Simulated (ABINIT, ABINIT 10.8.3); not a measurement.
# Lattice constant of MgO: PBEsol within 1 % of experiment, LDA and PBE just outside

## Background

The reference is the cubic lattice constant of a commercial single-crystal MgO(001) substrate, a = 4.212 ± 0.001 Å, obtained from an X-ray reciprocal space map around the 113 reflection ("Fully strained epitaxial Ti_{1-x}Mg_xN(001) layers", 2019, arXiv:1901.10525). The crystal served as the support of a nitride film, but a thick substrate is effectively unstrained, so the value can be taken as that of bulk MgO. No temperature is given with it. Three further X-ray values, two from substrate crystals and one from a powder, lie within about 0.001 Å of the reference. This scatter is far smaller than the usual errors of density functionals for lattice constants.

| compared with | measured | source's wording or label | T (K) | method |
| --- | --- | --- | --- | --- |
| a (Å) | 4.212 ± 0.001 | 4.212 ± 0.001 A | – | XRD reciprocal space map, 113 reflection * |
| a (Å) | 4.2113 ± 0.0001 | 4.2113 ± 0.0001 A | – | high-resolution theta-2theta synchrotron X-ray diffraction |
| a (Å) | 4.213 | cubic lattice constant from the 002 reflection | room temperature | X-ray diffraction |
| a (Å) | 4.2118 ± 0.0001 | 4.2118 ± 0.0001 A | room temperature | powder X-ray diffraction |

Where a quantity has several values, deviations refer to the one marked *.

Conditions are those given with the value in the passage it was taken from; "not stated" means there, and the paper may say more elsewhere. The values are a selection: others may have been left out beforehand as unlike or outlying.

## Strategy

The aim is the cheapest level of theory that gives the lattice constant of MgO within 1 % of the reference, or about 0.04 Å. Common semilocal functionals err by up to one or two per cent in this quantity, so the limit separates a useful functional from a poor one. It also leaves room for a difference in kind: the calculation gives a static lattice, whereas the measured crystal contains zero-point and thermal expansion, together roughly 0.3 to 0.5 % in length for a stiff oxide such as this. A faultless static calculation should therefore fall slightly below the measured value.

The model is the two-atom primitive cell of rocksalt, non-magnetic and fully ordered. Symmetry fixes both atoms, so the relaxation has one free parameter, the cell length. It starts from a diffraction structure with a = 4.212 Å, the same as the reference; agreement therefore has to be judged on the relaxed cell. The work begins with LDA at a low plane-wave cutoff, then tests cutoff and k mesh, and turns to gradient-corrected functionals if the converged LDA result calls for them.

System: MgO (magnesium oxide), rocksalt; Fm-3m (No. 225), 2 atoms in the primitive cell; the database structure is a diffraction structure: a = 4.212 Å; structure from the Crystallography Open Database.

## 1. LDA at a low cutoff

LDA with a cutoff of 14 Ha and a 6×6×6 k mesh is a light entry point. The mesh should suffice for a wide-gap insulator, while the cutoff is the doubtful setting, since the oxygen 2p states are compact and need plane waves of short wavelength. LDA usually binds too strongly, so a lattice constant somewhat below the measured one is expected.

**Run 1.** ABINIT 10.8.3: LDA, JTH PAW datasets, cell and atoms relaxed from the database structure, cutoff 14 Ha, 6x6x6 k mesh, Gaussian smearing 0.02 eV.

Key lines of the input:
```
# potential files: JTH PAW datasets, made for LDA
ecut 14
pawecutdg 28
ecutsm 0.5
dilatmx 1.06
optcell 2
ionmov 2
ntime 50
tolmxf 5.0d-5
ngkpt 6 6 6
shiftk 0.0 0.0 0.0
occopt 7
tsmear 0.02 eV
nband 13
nstep 80
tolvrs 1.0d-10
diemac 6
pseudos "Mg.xml, O.xml"
ntypat 2
znucl 12 8
natom 2
typat 1 2
# ... acell, rprim, xred
```

Command:
```
OMP_NUM_THREADS=1 mpirun -n 8 abinit run.abi > run.log
```

Selected lines of the output:
```
 At Broyd/MD step   5, gradients are converged :
-Cartesian components of stress tensor (GPa)         [Pressure=  6.5545E-03 GPa]
```

Converged; 4.7 s on 8 cores of Arm Neoverse V1, shared host.

| quantity | run 1 | measured | deviation |
| --- | --- | --- | --- |
| a (Å) | 4.1651 | 4.212 ± 0.001 | −0.0469 (−1.1 %) |
| conventional cell volume (Å³) | 72.25 |  |  |
| final pressure (GPa) | 0.00655 |  |  |

The relaxed lattice constant is 4.1651 Å, 1.1 % below the reference and so a narrow miss. The sign is the one expected of LDA, but the value lies only about 0.005 Å outside the limit, and a low cutoff could account for a shift of that size in either direction. The small final pressure shows that the cell is relaxed within this basis; it says nothing about whether the basis is large enough.

## 2. Cutoff and k mesh for LDA

Before the functional is blamed, the cutoff is raised to 20 and then to 26 Ha on the same mesh, and the mesh is refined to 8×8×8 at 20 Ha. At a few seconds per relaxation, these tests cost little. The cutoff is expected to matter more than the mesh, because the occupied bands of a wide-gap insulator are sampled well by few k points.

**Run 2.** ABINIT 10.8.3: LDA, JTH PAW datasets, cell and atoms relaxed from the database structure, cutoff 20 Ha, 6x6x6 k mesh, Gaussian smearing 0.02 eV.

Key lines of the input, as changed from run 1:
```diff
- ecut 14
- pawecutdg 28
+ ecut 20
+ pawecutdg 40
```

Selected lines of the output:
```
            acell      5.5677267849E+00  5.5677267849E+00  5.5677267849E+00 Bohr
```

Converged; wall time 5.1 s.

**Run 3.** ABINIT 10.8.3: LDA, JTH PAW datasets, cell and atoms relaxed from the database structure, cutoff 26 Ha, 6x6x6 k mesh, Gaussian smearing 0.02 eV.

Key lines of the input, as changed from run 1:
```diff
- ecut 14
- pawecutdg 28
+ ecut 26
+ pawecutdg 52
```

Command:
```
OMP_NUM_THREADS=1 mpirun -n 4 abinit run.abi > run.log
```

Selected lines of the output:
```
            acell      5.5678449777E+00  5.5678449777E+00  5.5678449777E+00 Bohr
```

Converged; 11 s on 4 cores of Arm Neoverse V1, shared host.

**Run 4.** ABINIT 10.8.3: LDA, JTH PAW datasets, cell and atoms relaxed from the database structure, cutoff 20 Ha, 8x8x8 k mesh, Gaussian smearing 0.02 eV.

Key lines of the input, as changed from run 2:
```diff
- ngkpt 6 6 6
+ ngkpt 8 8 8
```

Selected lines of the output:
```
            acell      5.5678691251E+00  5.5678691251E+00  5.5678691251E+00 Bohr
```

Converged; wall time 13 s.

| quantity | run 2 | run 3 | run 4 | measured |
| --- | --- | --- | --- | --- |
| a (Å) | 4.1667 | 4.1668 | 4.1668 | 4.212 ± 0.001 |
| conventional cell volume (Å³) | 72.34 | 72.35 | 72.35 |  |
| final pressure (GPa) | −0.00511 | 0.00570 | −0.00045 |  |

Raising the cutoff from 14 to 20 Ha lengthens the cell by about 0.002 Å. The further step to 26 Ha and the denser mesh each change it by only about 0.0001 Å, so the LDA result is converged in both settings at 4.1668 Å. It lies 0.0452 Å below the reference, still just over 1 %. The narrow miss therefore doesn't come from the basis or the sampling. It belongs to the static LDA cell with these datasets, and the margin of about 0.003 Å, smaller than the missing zero-point and thermal expansion, is too thin to condemn the functional.

## 3. Two gradient-corrected functionals

The next step up is a gradient correction, at little extra cost for a two-atom cell. PBE is the general-purpose choice and usually makes ionic solids somewhat too large; PBEsol, with a weaker exchange enhancement suited to solids, should fall between LDA and PBE. Both are run at 20 Ha with the 6×6×6 mesh, settings that proved adequate for LDA. Both use PAW datasets made for PBE, which match the first functional but not strictly the second.

**Run 5.** ABINIT 10.8.3: PBE, JTH PAW datasets, cell and atoms relaxed from the database structure, cutoff 20 Ha, 6x6x6 k mesh, Gaussian smearing 0.02 eV.

Key lines of the input, as changed from run 2:
```diff
- # potential files: JTH PAW datasets, made for LDA
+ # potential files: JTH PAW datasets, made for PBE
```

Selected lines of the output:
```
            acell      5.6894440104E+00  5.6894440104E+00  5.6894440104E+00 Bohr
```

Converged; wall time 9.2 s.

**Run 6.** ABINIT 10.8.3: PBEsol, JTH PAW datasets, cell and atoms relaxed from the database structure, cutoff 20 Ha, 6x6x6 k mesh, Gaussian smearing 0.02 eV; PBE datasets.

Key lines of the input, as changed from run 5:
```diff
+ ixc -116133
```

Selected lines of the output:
```
            acell      5.6357071370E+00  5.6357071370E+00  5.6357071370E+00 Bohr
```

Converged; 4.8 s on 8 cores of Arm Neoverse V1, shared host.

| quantity | run 5 | run 6 | measured |
| --- | --- | --- | --- |
| a (Å) | 4.2578 | 4.2176 | 4.212 ± 0.001 |
| conventional cell volume (Å³) | 77.19 | 75.02 |  |
| final pressure (GPa) | −0.00887 | 0.01404 |  |

PBE gives 4.2578 Å, 0.0458 Å above the reference, and misses the limit as narrowly as LDA does, on the opposite side. PBEsol gives 4.2176 Å, only 0.0056 Å or about 0.1 % too long, and passes clearly. The order of the three functionals is the one anticipated. With the same datasets, cutoff and mesh, the change from PBE to PBEsol shortens the cell by 0.0402 Å, so the improvement comes from the functional.

## 4. Wu-Cohen and dispersion-corrected PBE

The PBEsol result rests on datasets made for another functional, and two runs of similar size help to judge it. The Wu-Cohen functional also weakens the exchange enhancement of PBE, but in a different form; it should land close to PBEsol if that weakening is what matters. It shares the mismatch of the datasets, however. PBE with the D3(BJ) dispersion correction avoids the mismatch and adds an attraction that should shorten the PBE cell, which makes it an independent route to the target. Cutoff and mesh stay as they were.

**Run 7.** ABINIT 10.8.3: Wu-Cohen GGA, JTH PAW datasets, cell and atoms relaxed from the database structure, cutoff 20 Ha, 6x6x6 k mesh, Gaussian smearing 0.02 eV; PBE datasets.

Key lines of the input, as changed from run 5:
```diff
+ ixc 23
```

Selected lines of the output:
```
            acell      5.6367955610E+00  5.6367955610E+00  5.6367955610E+00 Bohr
```

Converged; 8.2 s on 4 cores of Arm Neoverse V1, shared host.

**Run 8.** ABINIT 10.8.3: PBE+D3(BJ), JTH PAW datasets, cell and atoms relaxed from the database structure, cutoff 20 Ha, 6x6x6 k mesh, Gaussian smearing 0.02 eV.

Key lines of the input, as changed from run 5:
```diff
+ vdw_xc 7
```

Selected lines of the output:
```
            acell      5.6264885088E+00  5.6264885088E+00  5.6264885088E+00 Bohr
```

Converged; wall time 7.3 s.

| quantity | run 7 | run 8 | measured |
| --- | --- | --- | --- |
| a (Å) | 4.2184 | 4.2107 | 4.212 ± 0.001 |
| conventional cell volume (Å³) | 75.07 | 74.66 |  |
| final pressure (GPa) | 0.00043 | −0.00043 |  |

The Wu-Cohen functional gives 4.2184 Å, within 0.0008 Å of PBEsol and 0.0064 Å above the reference. Two different forms of weakened exchange enhancement thus lead to nearly the same cell. Because both use the PBE datasets, their agreement can't exclude a shared error from the frozen cores.

The D3(BJ) correction shortens the PBE cell by 0.0471 Å to 4.2107 Å, which is 0.0013 Å below the reference. This pass involves no mismatch between functional and datasets. Its closeness is weaker evidence for the physics than it looks: Mg²⁺ is far less polarisable than a neutral magnesium atom, and a pairwise correction that doesn't follow the charge of the ions may overstate the attraction in an ionic crystal. Part of the contraction may therefore compensate for an error of PBE that isn't missing dispersion.

Three levels of similar size now meet the target with ample room, and the work can end here.

## Results at a glance

| run | settings | a (Å) | deviation | cost |
| --- | --- | --- | --- | --- |
| 1 | LDA, cutoff 14 Ha, 6x6x6 k mesh | 4.1651 | −0.0469 (−1.1 %) | under 1 core-min |
| 2 | LDA, cutoff 20 Ha, 6x6x6 k mesh | 4.1667 | −0.0453 (−1.1 %) | under 1 core-min |
| 3 | LDA, cutoff 26 Ha, 6x6x6 k mesh | 4.1668 | −0.0452 (−1.1 %) | under 1 core-min |
| 4 | LDA, cutoff 20 Ha, 8x8x8 k mesh | 4.1668 | −0.0452 (−1.1 %) | under 1 core-min |
| 5 | PBE, cutoff 20 Ha, 6x6x6 k mesh | 4.2578 | +0.0458 (+1.1 %) | under 1 core-min |
| 6 | PBEsol, cutoff 20 Ha, 6x6x6 k mesh, PBE datasets | 4.2176 | +0.0056 (+0.1 %) | under 1 core-min |
| 7 | Wu-Cohen GGA, cutoff 20 Ha, 6x6x6 k mesh, PBE datasets | 4.2184 | +0.0064 (+0.2 %) | under 1 core-min |
| 8 | PBE+D3(BJ), cutoff 20 Ha, 6x6x6 k mesh | 4.2107 | −0.0013 (−0.0 %) | under 1 core-min |
|  | measured | 4.212 ± 0.001 |  |  |

Further runs on the same system, made beside this series (convergence steps with loose settings among them):

| further | settings | a (Å) | deviation | cost |
| --- | --- | --- | --- | --- |
| F1 | BLYP, JTH PAW datasets, cutoff 20 Ha, 6x6x6 k mesh, PBE datasets | 4.2821 | +0.0701 (+1.7 %) | under 1 core-min |
| F2 | LDA, PseudoDojo norm-conserving potentials, cutoff 42 Ha, 4x4x4 k mesh | 4.1607 | −0.0513 (−1.2 %) | under 1 core-min |
| F3 | LDA, JTH PAW datasets, cutoff 20 Ha, 4x4x4 k mesh | 4.1670 | −0.0450 (−1.1 %) | under 1 core-min |
|  | measured | 4.212 ± 0.001 |  |  |

## How well does the simulation do?

PBEsol meets the 1 % target: its lattice constant of 4.2176 Å lies 0.0056 Å, or 0.1 %, above the reference. The relaxation took under one core-minute, as did every other run, so cost hardly separates the levels. Wu-Cohen and PBE+D3(BJ) also pass, while LDA and PBE miss narrowly on opposite sides, by margins too thin to rank them on.

The decisive step was the change of functional. Raising the LDA cutoff from 14 to 20 Ha moved the cell by only about 0.002 Å, and finer settings hardly at all; even a 4×4×4 mesh would have served. LDA with norm-conserving potentials gives 4.1607 Å, which supports the LDA miss. BLYP, with PBE datasets, is 1.7 % too long.

The near-perfect agreement is partly a cancellation. Zero-point and thermal expansion, roughly 0.01 to 0.02 Å, is absent from the calculations. Adding it would carry PBEsol further above experiment, to an excess of roughly half a per cent, still within the target. It would also widen the error of PBE and bring LDA inside the limit, so the LDA miss holds only for the direct comparison chosen here. PBE+D3(BJ) would likewise end up too long, and its contraction may owe something to overestimated dispersion between ions.

Two points remain open for PBEsol. The separate effect of using PBE datasets is not shown in this report, and the convergence tests shown are those for LDA. The shifts seen in the LDA tests, including the change of potentials, are well below the PBEsol margin, but they are no direct check of that level.

[Logs are printed without paths, hosts, clocks, repeated set-up lines and the standing remarks that a program may print on its own settings, such as how far it seeks lower states.]

[The runs shown are a pick from a larger set of finished runs; failed, doubtful and other runs were left out of it ahead of writing. So were measured values far from every level or from commonly accepted values, and agreement can look better than it is. Lines of input and output are excerpts and may be shortened.]
